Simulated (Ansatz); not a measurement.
From the elastic tensor of SnSe₂ to moduli and sound speeds

All numbers below come from DFT PBE, scalar-relativistic, plane waves, PAW in Ansatz 0.2.0. Plane waves to 420 eV; Γ-centred k mesh 12×12×4; fixed occupations. No spin polarisation.

The structure is trigonal, space group P-3m1 (No. 164). The conventional cell has a = 3.872 Å, b = 3.872 Å, c = 7.012 Å, α = 90.00°, β = 90.00°, γ = 120.00°. Sn (site symmetry -3m) has 6 Se at 2.75 Å as nearest neighbours. Around Se (site symmetry 3m) lie 3 Sn at 2.75 Å.

The crystal is built of layers and no dispersion correction was added, so the binding between them is poorly described, and with it their spacing and whatever depends on it.

Relaxed-ion constants (GPa, on the Cartesian axes of the calculation):
```
83.8 20.7  1.7  0.1  0.0  0.0
20.7 83.8  1.7 -0.1  0.0  0.0
 1.7  1.7  2.6  0.0  0.0  0.0
 0.1 -0.1  0.0  1.2  0.0  0.0
 0.0  0.0  0.0  0.0  1.2  0.1
 0.0  0.0  0.0  0.0  0.1 31.5
```

Density 5.047 g/cm³; 3 atoms in 91.02 Å³.

The values that follow are for a polycrystal of randomly turned grains, by Hill's mean where one number stands. In a crystal this anisotropic the Voigt and Reuss bounds lie far apart, so Hill's mean and the sound speeds and Debye temperature from it are rough.

With S = C⁻¹: B_V = (C11+C22+C33+2(C12+C13+C23))/9, G_V = (C11+C22+C33−C12−C13−C23+3(C44+C55+C66))/15, 1/B_R = S11+S22+S33+2(S12+S13+S23), 15/G_R = 4(S11+S22+S33−S12−S13−S23)+3(S44+S55+S66); Hill is their mean. Then v_l = √((B+4G/3)/ρ), v_t = √(G/ρ), v_m = [(2/v_t³+1/v_l³)/3]^(−1/3) and Θ = (ħ/k_B)·v_m·(6π²n/V)^(1/3) for n atoms in the volume V; E = 9BG/(3B+G), ν = (3B−2G)/(2(3B+G)) and A^U = 5G_V/G_R + B_V/B_R − 6.

```
Bulk modulus, Voigt / Reuss / Hill          : 24.3 / 2.6 / 13.4 GPa
Shear modulus, Voigt / Reuss / Hill         : 16.5 / 2.2 / 9.3 GPa
Young's modulus                             : 23 GPa
Poisson ratio                               : 0.218
Pugh ratio B/G                              : 1.44
Universal anisotropy index                  : 41.48
Longitudinal and transverse sound speeds    : 2265 and 1360 m/s
Debye temperature from the mean sound speed : 144 K
```

Cost: 1 run of about 8.2 core-minutes, on AMD EPYC (Zen 3) (shared hosts).

SnSe₂ is stiff within its layers and very soft between them: C11 is 83.8 GPa against 2.6 GPa for C33, and C66 is 31.5 GPa against 1.2 GPa for C44. In-plane strain stretches and bends the polar covalent Sn–Se bonds, whereas strain along c or sliding of the layers works mainly against weak contacts between filled-shell Se atoms. Under hydrostatic pressure the gap between layers takes up most of the compression, which is why the Reuss bulk modulus nearly coincides with C33.

The c axis of 7.012 Å is clearly longer than the known value for this compound, as expected when dispersion attraction is missing. The real crystal should therefore be stiffer across the layers and less anisotropic, though still strongly so. The in-plane constants are more trustworthy, but probably somewhat low, because the expanded gap adds volume that carries almost no in-plane load. The Pugh ratio says little about ductility here, since easy basal cleavage and slip are lost in an isotropic average.
